Notes on the atomic limit of the Holstein model, applied to the N₂ bond stretch

1. Premises and conventions

I take one molecule of the molecular crystal model (Holstein, 1959) and switch off the intermolecular hopping, t = 0. The sites then decouple, and one site has the Hamiltonian

H = ε₀ n + p²/(2M) + K x²/2 − A x n. (1)

Here n = c†c counts the extra carrier in one orbital and takes the values 0 and 1; spin is left out until section 5. The coordinate x is the change of bond length from the equilibrium of the molecule without the carrier, p is its momentum, [x, p] = iħ, M is the reduced mass, K the force constant (N/m), and ω₀ = √(K/M). The constant A is a force (N). A > 0 means that the carrier stretches the bond. ε₀ is the carrier level at x = 0.

The premises are these.
(a) The bond is harmonic, with the same K for n = 0 and n = 1.
(b) The level moves linearly with x, ε(x) = ε₀ − A x.
(c) The operator c† does not depend on x or p, so adding the carrier leaves the nuclear wave function untouched at that instant (Condon approximation).
(d) The charged state is stable.
(e) T = 0.

I use n for the carrier number and m for the number of vibrational quanta.

2. Shift of the oscillator and drop of the level

H contains the carrier only through n, so [H, n] = 0 and I can treat n as a number in each sector. Completing the square,

K x²/2 − A x n = (K/2)(x − n A/K)² − n² A²/(2K),

as expanding the bracket shows: the cross term is −A x n, and the square term n²A²/(2K) cancels the last one. With n² = n I define

d = A/K, Ep = A²/(2K) = A²/(2Mω₀²) = K d²/2. (2)

The variable x′ = x − n d obeys [x′, p] = iħ, so each sector is a harmonic oscillator of unchanged frequency, centred at n d. The exact levels are

E(n, m) = (ε₀ − Ep) n + ħω₀(m + 1/2), m = 0, 1, 2, … (3)

The zero-point energy is the same in both sectors and drops out of every addition energy. At x = d the bond stores the elastic energy K d²/2 = +Ep and the carrier gains −A d = −2Ep, which leaves −Ep. The potential in the n = 1 sector falls monotonically from x = 0 to x = d, so at t = 0 self-trapping has no barrier and no threshold in A.

3. Dimensionless coupling and the mass

I write x = x₀(b + b†) and p = i(ħ/2x₀)(b† − b), with [b, b†] = 1 and x₀ = √(ħ/(2Mω₀)), the root-mean-square zero-point amplitude. Then

H = ε₀ n + ħω₀(b†b + 1/2) − g ħω₀ (b + b†) n, g = A x₀/(ħω₀). (4)

Two relations follow. First, g²ħω₀ = A²x₀²/(ħω₀) = A²/(2Mω₀²) = Ep. Second, with A = Mω₀² d and Mω₀/ħ = 1/(2x₀²), g = d/(2x₀). So g compares the shift with the zero-point width, and g² is the Huang–Rhys factor.

Define B = b − g n. Since n commutes with b, [B, B†] = 1, and B†B = b†b − g n(b + b†) + g² n. Solving for b†b and inserting in (4),

H = ħω₀(B†B + 1/2) + (ε₀ − g²ħω₀) n, (5)

which is (3) again. The same step is the Lang–Firsov transformation U = exp[g n(b† − b)] = exp(−i n d p/ħ), a translation by n d with U†bU = b + g n.

In the Born–Oppenheimer picture K and A come from electronic energies at clamped nuclei and do not depend on M. At fixed K and A, therefore, d and Ep are independent of the mass, while ħω₀ ∝ M^(−1/2) and

g² = Ep/(ħω₀) = A² √M /(2ħ K^(3/2)) ∝ M^(1/2). (6)

The binding energy is a static quantity. The number of quanta it corresponds to is not.

4. Overlaps and the addition spectrum

Let |0⟩ be the ground state for n = 0, b|0⟩ = 0, and let |m̃⟩ be the eigenstates of B†B for n = 1, with B|m̃⟩ = √m |(m−1)~⟩. By premise (c) the state just after addition is c†|0⟩, whose nuclear part is still |0⟩. In the n = 1 sector

B|0⟩ = (b − g)|0⟩ = −g|0⟩,

so it is an eigenstate of the new lowering operator. I expand |0⟩ = Σ a_m |m̃⟩ and project this equation on ⟨m̃|, which gives √(m+1) a_(m+1) = −g a_m. Iterating, a_m = a₀(−g)^m/√(m!). The set |m̃⟩ is complete, so Σ|a_m|² = |a₀|² Σ g^(2m)/m! = |a₀|² exp(g²) = 1. The Franck–Condon weights are

P_m = |⟨m̃|0⟩|² = exp(−g²) g^(2m)/m!. (7)

The addition spectral function is defined as ρ₊(E) = Σ_f |⟨f|c†|i⟩|² δ(E − E_f + E_i). The initial state is (n = 0, m = 0), the final states are (n = 1, m), and (3) gives E_f − E_i = ε₀ − Ep + mħω₀. Hence

ρ₊(E) = Σ_(m=0…∞) exp(−g²) (g^(2m)/m!) δ(E − ε₀ + Ep − mħω₀). (8)

This is a Poisson comb of total weight one. The lowest line, at ε₀ − Ep, connects the two ground states and has the weight

Z = P₀ = exp(−g²). (9)

For the moments I use the generating function G(s) = Σ P_m s^m = exp[g²(s − 1)]. Then ⟨m⟩ = G′(1) = g² and ⟨m(m−1)⟩ = G″(1) = g⁴, so the variance of m is g⁴ + g² − g⁴ = g². In energy,

⟨E⟩ = ε₀ − Ep + g²ħω₀ = ε₀, ΔE_rms = g ħω₀ = √(Ep ħω₀). (10)

Both can be obtained without (7), which tests it. Let H₁ = H₀ + ε₀ − A x be the n = 1 Hamiltonian and E₀ the eigenvalue of H₀ on |0⟩. Then (H₁ − E₀)|0⟩ = (ε₀ − A x)|0⟩. The first moment is ε₀ − A⟨x⟩ = ε₀, and the variance is A²⟨x²⟩ = A²x₀² = (għω₀)². The centre of gravity is the vertical energy ε₀; the lowest line is the adiabatic energy, Ep below it.

From P_(m+1)/P_m = g²/(m+1), the weights grow while m + 1 < g², so the strongest line is at m equal to the integer part of g² (two equal lines if g² is an integer). For g² ≫ 1 the envelope tends to a Gaussian about ε₀ whose width scales as M^(−1/4) at fixed K and A.

The mean phonon number g² has two meanings here, and both hold. It is the mean number of quanta of the displaced oscillator that sudden addition excites, as just shown. It is also the mean number of bare quanta in the relaxed state: B|0̃⟩ = 0 means b|0̃⟩ = g|0̃⟩, so ⟨b†b⟩ = g² and ⟨x⟩ = 2g x₀ = d. The recursion above, with −g replaced by +g, shows that the bare quanta follow the distribution (7).

5. Removal, and two carriers

Now start from the relaxed occupied site (n = 1, m = 0) and define ρ₋(E) = Σ_f |⟨f|c|i⟩|² δ(E − E_i + E_f). The overlaps |⟨m|0̃⟩|² are again P_m, and E_i − E_f = ε₀ − Ep − mħω₀, so

ρ₋(E) = Σ_m P_m δ(E − ε₀ + Ep + mħω₀). (11)

It is the mirror image of (8) about the common line ε₀ − Ep. Its centre lies at ε₀ − 2Ep, so the two centres are 2Ep apart.

With spin, n is replaced by N = n↑ + n↓, and the completed square gives −Ep N². Because N² = N + 2n↑n↓, the bond mediates an on-site attraction −2Ep n↑n↓, which competes with the Coulomb repulsion of two carriers on one molecule. Equations (8) and (11) are for the step between N = 0 and N = 1, per spin.

6. Range of validity

Hopping. Add V = −t Σ c_j†c_i over neighbours, with z neighbours per site, and use the t = 0 states as basis. A hop from i to j projects the displaced ground state of i on undisplaced states m₁, and the undisplaced ground state of j on displaced states m₂. The squared matrix element is t² P_(m₁) P_(m₂). For m₁ = m₂ = 0 the states are degenerate, and first-order perturbation theory turns the lowest line into a band with

t* = t exp(−g²/2) exp(−g²/2) = t exp(−g²). (12)

For m = m₁ + m₂ ≥ 1 the intermediate state costs mħω₀. The binomial theorem gives Σ P_(m₁)P_(m−m₁) = exp(−2g²)(2g²)^m/m!, so the hop out and back shifts the level by

δE = −(z t²/ħω₀) Φ(2g²), Φ(y) = exp(−y) Σ_(m≥1) y^m/(m·m!). (13)

For large y the Poisson weight concentrates at m ≈ y, so Φ → 1/y and δE → −z t²/(2Ep). A path i → j → k with k ≠ i must leave i and k in their ground states and can excite only j; it gives a second-neighbour hop of magnitude t₂ = (t²/ħω₀) exp(−g²) Φ(g²) per path. From (13), at large g the energy −Ep survives if √z t ≪ Ep. For the comb (8) as a whole, whose lines are ħω₀ apart, the safe condition is z t ≪ ħω₀.

Change of force constant. If the charged molecule has frequency ω′, its lines are spaced by ħω′ and its relaxation energy is K′d²/2 with K′ = Mω′². The ground states are Gaussians (a/π)^(1/4) exp(−a x²/2), with a = Mω₀/ħ centred at 0 and a′ = Mω′/ħ centred at d. The exponent of their product is −[(a + a′)/2](x − a′d/(a + a′))² − a a′d²/(2(a + a′)). Integrating over x and squaring,

Z′ = [2√(ω₀ω′)/(ω₀ + ω′)] exp[−g² · 2ω′/(ω₀ + ω′)], (14)

with g² = a d²/2 as before. It reduces to (9) for ω′ = ω₀.

Anharmonicity. For a Morse curve D(1 − exp(−βu))², with u measured from the minimum of the charged molecule, K′ = 2Dβ² and the levels are ħω′(m + 1/2) − (ħ²β²/2M)(m + 1/2)². The vertical point is u = −d, where the curve lies at

E_rel = (K′d²/2) [(exp(βd) − 1)/(βd)]². (15)

The harmonic premise needs βd ≪ 1.

Lifetime. A charged state that decays at rate Γ/ħ independent of x has Lorentzian lines of full width Γ, and the comb is resolved only for Γ ≪ ħω₀.

Temperature. Hot bands start from m = 1 of the initial molecule, with relative population exp(−ħω₀/k_BT).

Also left out are rotation, spin–orbit splitting, and any dependence of the transition matrix element on x or on energy. I treat each vibrational line as its integrated envelope.

7. Numerical illustration: a hole in the bonding π orbital of N₂

Attachment to free N₂ is a poor case for (8). The anion is a resonance with a typical width of about 0.4 eV, which means a lifetime ħ/Γ = 1.6 fs against a vibrational period 2π/ω₀ = 14 fs, and Γ/ħω₀ = 1.4 with the frequency below. Premise (d) fails. I therefore use electron removal from the bonding 1πu orbital, which leads to the A state of N₂⁺. The carrier is the hole: n counts holes, the neutral molecule is n = 0, E is the binding energy, and (8) is the vibrational progression of the photoelectron band. Removing a bonding electron lengthens the bond, so A > 0. The orbital and spin degeneracy of the hole only multiplies the total weight.

Approximate inputs, typical values taken as given:
reduced mass of ¹⁴N₂, M = 7.00 u;
stretch wavenumber of the neutral molecule, 2.36×10⁵ m⁻¹ (2360 cm⁻¹);
bond lengthening in the ion, d = 7.7 pm;
stretch wavenumber of the ion, 1.90×10⁵ m⁻¹;
anharmonic constant of the ion, 1.5×10³ m⁻¹.

I fix A = K d from the input d, so the shift is put in and is no prediction. The model has one frequency, and I give it the neutral value, because that sets the width of the initial wave packet. Unrounded values are carried through; 1 eV = 1.602×10⁻¹⁹ J.

M = 1.162×10⁻²⁶ kg
ω₀ = 2πc × 2.36×10⁵ m⁻¹ = 4.445×10¹⁴ s⁻¹
ħω₀ = 4.69×10⁻²⁰ J = 0.293 eV
K = Mω₀² = 2.30×10³ N/m
x₀ = 3.19 pm
A = K d = 1.77×10⁻⁸ N
g = d/(2x₀) = 1.21, g² = 1.45
Ep = K d²/2 = 6.8×10⁻²⁰ J = 0.43 eV
Z = 0.23, ΔE_rms = 0.35 eV

The model's comb, with energies counted from the lowest line:

m = 0: 0 eV, P = 0.23
m = 1: 0.29 eV, P = 0.34
m = 2: 0.59 eV, P = 0.25
m = 3: 0.88 eV, P = 0.12
m = 4: 1.17 eV, P = 0.043
m = 5: 1.46 eV, P = 0.013

These six lines hold 0.996 of the weight, and m = 1 is the strongest, as the integer part of g² requires. Since g² ∝ d², a change of 0.1 pm in d moves g² and Ep by 2.6 per cent.

Mass test: for ¹⁵N₂, M ≈ 7.50 u, the factor √(7.50/7.00) = 1.035 gives ħω₀ = 0.28 eV, g² = 1.50 and Z = 0.22, while Ep does not change.

Now the sizes of what I neglected. At 300 K the hot-band population is 1.2×10⁻⁵, so T = 0 is safe for the stretch.

For hopping I assume, purely as an illustration, a chain of such molecules (z = 2) with t = 20 meV, so t/ħω₀ = 0.068. Then t* = 4.7 meV and the band of the lowest line is 4t* = 19 meV wide. With 2g² = 2.9, Φ = 0.42, still above its asymptote 1/(2g²) = 0.34, and δE = −1.1 meV. The second-neighbour hop is t₂ = 0.17 meV. All of these are small against ħω₀ and Ep.

The change of force constant is not small. With the ion input ħω′ = 0.24 eV, the model's spacing is 24 per cent too wide, and K′/K = 0.65. In (14) the prefactor is 0.994 and the exponent is −1.30, so Z′ = 0.27, which is 16 per cent above Z. The harmonic relaxation energy of the ion is K′d²/2 = 0.28 eV.

Anharmonicity works the other way. Setting ħ²β²/(2M) equal to hc times the anharmonic constant gives β = 2.5×10¹⁰ m⁻¹ and βd = 0.19. The bracket squared in (15) is 1.22, so E_rel = 0.33 eV, and the Holstein Ep lies 27 per cent above this estimate. The steeper inner wall should also feed weight into high m. As typical knowledge and not as a measurement, this band of N₂ carries roughly 0.02 of its intensity at m = 5, so the Poisson tail is too low there by a factor approaching two.

The model's results for this band are therefore g² ≈ 1.45 for the chosen inputs, a lowest-line weight between 0.23 (one frequency) and 0.27 (two frequencies), and a level drop of 0.43 eV that the softer, anharmonic ion curve reduces to about 0.33 eV. Within premises (a) to (e) equations (3), (8) and (9) are exact; for the N₂ stretch it is the common harmonic force constant that limits them, at the level of 15 to 30 per cent for the strong lines and the energies.